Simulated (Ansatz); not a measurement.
# TiO₂: pressure and energy above lowest point against volume scale

Results calculated with Ansatz 0.2.0, not measured. Free energy against uniform scaling of the volume at fixed shape and fractions; periodic cell, basis, potentials, k mesh and filling as listed.

The cell before it is scaled or strained (space group I4_1/amd, No. 141):
```
cell vectors (Å)
  -1.8921     1.8921     4.7573
   1.8921    -1.8921     4.7573
   1.8921     1.8921    -4.7573
atoms (fractions of the cell vectors)
Ti  0.00000  0.00000  0.00000
Ti  0.75000  0.25000  0.50000
O   0.20810  0.20810  0.00000
O   0.95810  0.45810  0.50000
O   0.54190  0.04190  0.50000
O   0.79190  0.79190  0.00000
```

Settings of every row: functional LDA; dispersion none; potentials PAW; wave cutoff 571.44 eV; density cutoff 2285.8 eV; k mesh 8x8x8; k shift 0x0x0; occupations fixed; smearing width 0 eV; spin none; SCF threshold exponent -10.

```csv
row,volume scale,V (Å³/atom),pressure (GPa),energy above lowest point (meV/atom)
1,0.88,9.992,28.44,82.7
2,0.92,10.446,14.13,23.1
3,0.96,10.9,2.6,0
4,1,11.354,?,?
5,1.04,11.808,-14.19,36.3
6,1.08,12.263,-20.22,85.4
7,1.12,12.717,-25.06,149.8
```

Question: what pressure and energy above lowest point should row 4 give?

Worked fit of pressure. Take u = (V_r/V)^(2/3) − 1 with V_r = 11.354 Å³ an atom, which is twice the finite (Eulerian) strain; such expansions in the strain, on which the Birch-Murnaghan equation of state is built, carry the rest volume and the bulk modulus. The shown rows have u = 0.08892, 0.05714, 0.02758, -0.0258, -0.05005, -0.07279. Least squares give pressure = −6.695 + 312.45 × u + 873.1 × u² + 638 × u³ GPa; a parabola predicts inner rows, each left out in turn, worse (root mean square 0.11 against 0.0075 GPa). The rows lie off it by 0.00, 0.00, 0.00, 0.00, 0.01, 0.00. The pressure vanishes at u = 0.0203, or V = 11.02 Å³ an atom, and there the bulk modulus at fixed shape and fractions is B = −V dP/dV = (2/3)(1 + u) dP/du = 237 GPa. Letting shape and atoms relax would as a rule lower it, by much in layered, chain or molecular crystals. The withheld row has u = 0, so the fit gives −6.695 + 312.45 × (0) + 873.1 × (0)² + 638 × (0)³ = -6.70 GPa.

The calculation gave -6.7 GPa. The fit meets it to the printed digit.

Worked fit of energy above lowest point. Take u = (V_r/V)^(2/3) − 1 with V_r = 11.354 Å³ an atom, which is twice the finite (Eulerian) strain; such expansions in the strain, on which the Birch-Murnaghan equation of state is built, carry the rest volume and the bulk modulus. The shown rows have u = 0.08892, 0.05714, 0.02758, -0.0258, -0.05005, -0.07279. Least squares give energy above lowest point = 6.32 − 712 × u + 17464 × u² + 2290 × u³ meV/atom; a parabola predicts inner rows, each left out in turn, worse (root mean square 0.42 against 0.041 meV/atom). All shown rows lie on it to the printed digit. Its lowest point lies at u = 0.0203, or V = 11.02 Å³ an atom, and the curvature there gives the bulk modulus at fixed shape and fractions, B = (4/9)(1 + u)² E″(u)/V = 237 GPa. Letting shape and atoms relax would as a rule lower it, by much in layered, chain or molecular crystals. The withheld row has u = 0, so the fit gives 6.32 − 712 × (0) + 17464 × (0)² + 2290 × (0)³ = 6.3 meV/atom.

The calculation gave 6.3 meV/atom. The fit meets it to the printed digit.
